Why does a metal have an empty stretch in its density of states more than an electronvolt below the Fermi level, and why does zirconium dominate just above the Fermi level but hardly appear below that stretch? In this ZrSi6 cell, silicon octahedra are linked into a framework and zirconium sits in the large cavities between them. The framework's bonding bands are full with fewer electrons than the cell holds. The surplus has to go into bands above the gap.

Density of states of cubic ZrSi6 (7 atoms per cell), calculated with Ansatz 0.2.0 using scalar-relativistic PBE, PAW and plane waves up to 420 eV, without spin polarisation. The k mesh is 8×8×8 with Gaussian smearing of 0.1 eV for the self-consistent run and 10×10×10 for the density of states. Shell columns are Löwdin projections summed over sites.

| energy from the Fermi level (eV) | density of states total (states/eV/cell) | density of states on Si-3p (states/eV/cell) | density of states on Zr-4d (states/eV/cell) | density of states on Si-3s (states/eV/cell) | density of states on Zr-5s (states/eV/cell) |
| --- | --- | --- | --- | --- | --- |
| -7.950 | 2.130 | 1.070 | 0.000 | 1.040 | 0.000 |
| -7.550 | 0.410 | 0.200 | 0.000 | 0.200 | 0.000 |
| -7.150 | 1.580 | 0.840 | 0.010 | 0.730 | 0.000 |
| -6.750 | 1.460 | 0.830 | 0.000 | 0.610 | 0.000 |
| -6.350 | 1.270 | 0.770 | 0.000 | 0.480 | 0.000 |
| -5.950 | 1.430 | 0.920 | 0.000 | 0.480 | 0.010 |
| -5.550 | 1.300 | 0.910 | 0.000 | 0.370 | 0.010 |
| -5.150 | 1.330 | 0.980 | 0.010 | 0.330 | 0.000 |
| -4.750 | 1.780 | 1.430 | 0.010 | 0.300 | 0.020 |
| -4.350 | 2.530 | 2.280 | 0.020 | 0.120 | 0.080 |
| -3.950 | 4.460 | 4.130 | 0.050 | 0.160 | 0.060 |
| -3.550 | 6.570 | 6.200 | 0.140 | 0.070 | 0.080 |
| -3.150 | 3.020 | 2.820 | 0.100 | 0.030 | 0.020 |
| -2.750 | 1.690 | 1.580 | 0.050 | 0.020 | 0.010 |
| -2.350 | 0.200 | 0.190 | 0.000 | 0.000 | 0.000 |
| -1.950 | 0.000 | 0.000 | 0.000 | 0.000 | 0.000 |
| -1.550 | 0.000 | 0.000 | 0.000 | 0.000 | 0.000 |
| -1.150 | 3.810 | 1.130 | 0.450 | 1.410 | 0.630 |
| -0.750 | 5.380 | 2.060 | 1.000 | 1.420 | 0.600 |
| -0.350 | 8.540 | 3.090 | 3.000 | 1.040 | 0.960 |
| 0.050 | 11.450 | 1.540 | 8.480 | 0.700 | 0.330 |
| 0.450 | 9.990 | 2.000 | 6.190 | 0.860 | 0.560 |
| 0.850 | 9.550 | 4.000 | 3.300 | 0.900 | 0.580 |
| 1.250 | 4.270 | 2.500 | 1.020 | 0.340 | 0.050 |
| 1.650 | 4.610 | 2.660 | 0.320 | 0.610 | 0.180 |
| 2.050 | 4.770 | 2.490 | 0.200 | 0.610 | 0.170 |
| 2.450 | 3.740 | 1.670 | 0.100 | 0.300 | 0.070 |
| 2.850 | 4.460 | 1.900 | 0.070 | 0.440 | 0.070 |
| 3.250 | 3.080 | 1.360 | 0.040 | 0.390 | 0.120 |
| 3.650 | 3.620 | 1.700 | 0.050 | 0.300 | 0.130 |
| 4.050 | 4.010 | 1.730 | 0.050 | 0.260 | 0.070 |
| 4.450 | 4.060 | 1.520 | 0.030 | 0.280 | 0.080 |

## What happens

Three rows carry the story. At -3.55 eV the density of states has a peak that is 94% Si-3p. At -1.15 eV, just above the two empty rows, the density returns with a mixed character: Si-3s, Si-3p, Zr-5s and some Zr-4d. At 0.05 eV it reaches its highest printed value, and there 74% of it is Zr-4d. The density climbs further in the next bin, which the table skips: near 0.25 eV it averages about 15 states/eV per cell.

The empty rows do not make the cell a semiconductor. The Fermi level lies inside the bands above them, where the density of states is high. The gap separates two groups of occupied bands, and its position says how many electrons the lower group can hold.

## Why the gap lies below the Fermi level

Each silicon atom has four valence orbitals, one 3s and three 3p. One combination points outward, to the nearest atom of the next octahedron. The other three join in the bonding of the atom's own octahedron. By the usual cage-counting rule, an octahedron of $n = 6$ atoms has $n + 1 = 7$ bonding orbitals, which hold $2n + 2 = 14$ electrons.

The six outward orbitals form ordinary two-electron bonds. Each bond is shared by two octahedra, so there are three per cell, holding 6 electrons. The bonding bands are therefore full with $14 + 6 = 20$ electrons. The distances fit this picture: silicon atoms are 2.27 Å apart across a link and 2.43 Å apart within an octahedron, where 14 electrons must serve twelve edges.

Six silicon atoms bring 24 valence electrons and zirconium brings 4, which makes 28. Eight of them find no room in the bonding bands. They must lie between the gap and the Fermi level.

Calcium hexaboride is the simpler system to compare with. It has the same arrangement of linked octahedra, but boron brings three electrons and calcium two, so the cell has exactly $18 + 2 = 20$. The bonding bands are just filled. ZrSi6 has one electron more on each of six cage atoms and two more on the metal, which again makes eight. The comparison carries over the electron count, but not the width of the gap or the energy of the metal's d shell.

The same rule serves for a neighbouring compound with this framework: add up the valence electrons and subtract 20. A positive remainder puts the Fermi level above the bonding bands. Electrons that stay in a localised f shell, as in many rare-earth hexaborides, are left out of the sum.

## How well the count works

The count can be tested by integrating the density of states from the gap to the Fermi level. The rows at -1.15, -0.75 and -0.35 eV each stand for an interval of 0.4 eV. A strip of 0.15 eV then remains below the Fermi level, where the same calculation gives 6.98 states/eV per cell:

$$(3.81 + 5.38 + 8.54)\times 0.4 + 6.98\times 0.15 \approx 8.1 .$$

The model predicts 8, and none of these rows was used to adjust it. The table prints only every second bin, so each row also stands in for a neighbour that is not shown. The weak points are the two ends, where the density changes quickly. If the unprinted bin at the lower edge of these bands were empty, the result would drop to about 7.8. The last strip can push it the other way. With the higher value of the row at 0.05 eV the result becomes 8.8. Complete bands hold two electrons each, so the number above a true gap must be even here, and 8 remains the nearest choice.

Two other simple pictures do much worse. If the octahedra were separate and carried outward lone pairs, only 2 electrons would lie above the gap. If all silicon electrons filled the lower bands and zirconium's four stayed apart, the number would be 4. The output after this text sets the three counts beside the integral.

## Which shells make the edges

The eight electrons above the gap are not simply zirconium's. In the three rows between the gap and the Fermi level, 57% of the density is on silicon, 25% on Zr-4d and 12% on Zr-5s. These rows leave out the last strip, which is rich in 4d. The projected populations of the whole run give zirconium about 3.2 of the eight electrons, and silicon roughly its own surplus of four. Orbital theory explains the silicon part: once the bonding combinations are full, any further electrons on the framework must enter antibonding ones. The shell shares alone do not distinguish bonding from antibonding, so this assignment rests on the argument and on the count.

The Si-3s share fits it. It is 49% at -7.95 eV, about 1% at -3.55 eV and 37% at -1.15 eV. The 3s level lies below 3p, so 3s weight gathers in the deep bonding bands and leaves nearly pure 3p bands at the top of the bonding group. Where 3s and 3p mix, each bonding combination has an antibonding partner at higher energy, and this partner is expected to bring 3s weight back above the gap.

Zirconium is almost absent from the lower group. Its 4d and 5s shells together hold only about 0.3 electrons between the bottom of the table and the gap. Its orbitals mix little with these bands, because silicon is far away and the 4d level lies well above them. The framework also has no need of zirconium's electrons, since silicon alone already brings four more than the bonding bands can take. A picture of Zr⁴⁺ in a silicon cage would therefore mislead. A division of the electron density into atomic basins agrees, with a charge of only about +0.7 on zirconium.

## Why the 4d peak is narrow

The 4d shell has room for ten electrons. If each row stands in for its unprinted neighbour, the table accounts for nearly all of these states, and about 85% of their weight falls in the four rows from -0.35 to 0.85 eV. The likely reason is distance: the nearest silicon atoms are 4.2 Å from zirconium, far more than an ordinary Zr–Si bond. Overlap of d orbitals falls steeply with distance, so each contact is weak. There are 24 such contacts, however, and the 4d states still spread over about 1.6 eV, with a second rise near 0.9 eV, rather than forming a single level.

The centre of the 4d weight above the gap lies about 0.3 eV above the Fermi level. The projection places about 2.5 electrons in 4d, a quarter of the full shell. The Fermi level therefore cuts the lower side of the peak.

## The irregular rows

The high value at 0.05 eV comes from 4d alone. Without Zr-4d, the density is 5.5 states/eV per cell at -0.35 eV, 3.0 at 0.05 eV and 6.3 at 0.85 eV. The rest of the density thus dips in the row where 4d is highest. The true maximum of the total, nearly 16 states/eV per cell, lies between 0.1 and 0.3 eV, mostly in a skipped bin, so the table cannot show whether the dip continues there. A plausible reason, not tested here, is weak mixing: silicon combinations that couple to 4d are pushed to either side, and nearly pure 4d stays in the middle.

The rows at 0.45 and 0.85 eV, with 9.99 and 9.55 states/eV per cell, look like a shoulder after the peak, but only because the bin between them is not printed. The density falls to about 7.4 states/eV per cell near 0.65 eV and then rises to a separate peak near 0.9 eV. Zr-4d rises again there too, and in the row at 0.85 eV it stands beside a still larger Si-3p part. Such a mixed peak could hold silicon combinations that 4d has pushed upwards, but the shell shares alone cannot prove it.

The dip at -7.55 eV lies inside the bonding group. About 11.5 electrons lie between it and the gap, close to the 12 that six bands hold. This suggests that the ten bonding bands are nearly divided into four lower and six upper ones. That division is a guess, and the density in the dip is small but not zero.

## What to do about it

Use the gap as a marker for electron counting, not as a measured quantity. The rows place its width only between 0.6 and 1.4 eV, and this kind of density functional tends to make gaps too small. The count of 20 does not depend on the exact width, as long as the gap stays open.

Do not take the row at 0.05 eV as the density of states at the Fermi level. The row is an average over a short interval and gives 11.45 states/eV per cell, against 6.98 at the Fermi level itself. Any property that depends on this value needs a check with a finer k mesh.

Test a magnetic state and a lower symmetry before relying on details near the Fermi level. The calculation allowed no spin polarisation, and a narrow, partly filled d band with so high a density at the Fermi level makes a magnetic state a serious candidate. It would be expected to split the 4d peak and change the rows around the Fermi level, while the count of 20 and 8 would stand as long as the gap stays open. Spin-orbit coupling is also left out and may shift or split the 4d bands a little. The atoms were relaxed only within the cubic symmetry, so a zirconium atom in so wide a cavity might still prefer to move off centre.

Read the shell columns with most confidence near the Fermi level and below it. At -1.15 eV they account for 95% of the total, but at 4.45 eV for only 47%, because the higher states spread into orbitals outside these four shells.

No result here shows that this cell is stable or can be made.

Output of the analysis:

```
Electrons from gap to Fermi level, last stretch at the Fermi-level density: 8.139
Same, last stretch at the density of the row 0.05 eV: 8.809
Predicted electrons above gap, linked octahedra: 8
Predicted electrons above gap, separate octahedra with lone pairs: 2
Predicted electrons above gap, all silicon electrons below it: 4
Electrons in the printed range below the gap: 12.46
Electrons between the dip at -7.55 eV and the gap: 11.45
Least gap width from the empty bins (eV): 0.6
Greatest gap width from the neighbouring filled bins (eV): 1.4
Silicon 3s and 3p share of the rows from gap to Fermi level (%): 57.25
Zr-4d share of the same rows (%): 25.1
Zr-4d and Zr-5s electrons in the printed range below the gap: 0.272
Zr-4d states in all printed rows (full shell 10): 9.876
Part of this 4d weight in the four rows -0.35 to 0.85 eV (%): 84.93
Centre of the 4d weight above the gap (eV from Fermi level): 0.2882
Si-3s share at -7.95 eV (%): 48.83
Si-3s share at -3.55 eV (%): 1.065
Si-3s share at -1.15 eV (%): 37.01
Si-3p share at -3.55 eV (%): 94.37
Zr-4d share at 0.05 eV (%): 74.06
Density without Zr-4d at -0.35 eV (states/eV/cell): 5.54
Density without Zr-4d at 0.05 eV (states/eV/cell): 2.97
Density without Zr-4d at 0.85 eV (states/eV/cell): 6.25
Part of the total on listed shells at -1.15 eV (%): 95.01
Part of the total on listed shells at 4.45 eV (%): 47.04
Si-Si distance between octahedra (A): 2.273
Si-Si distance within an octahedron (A): 2.431
```
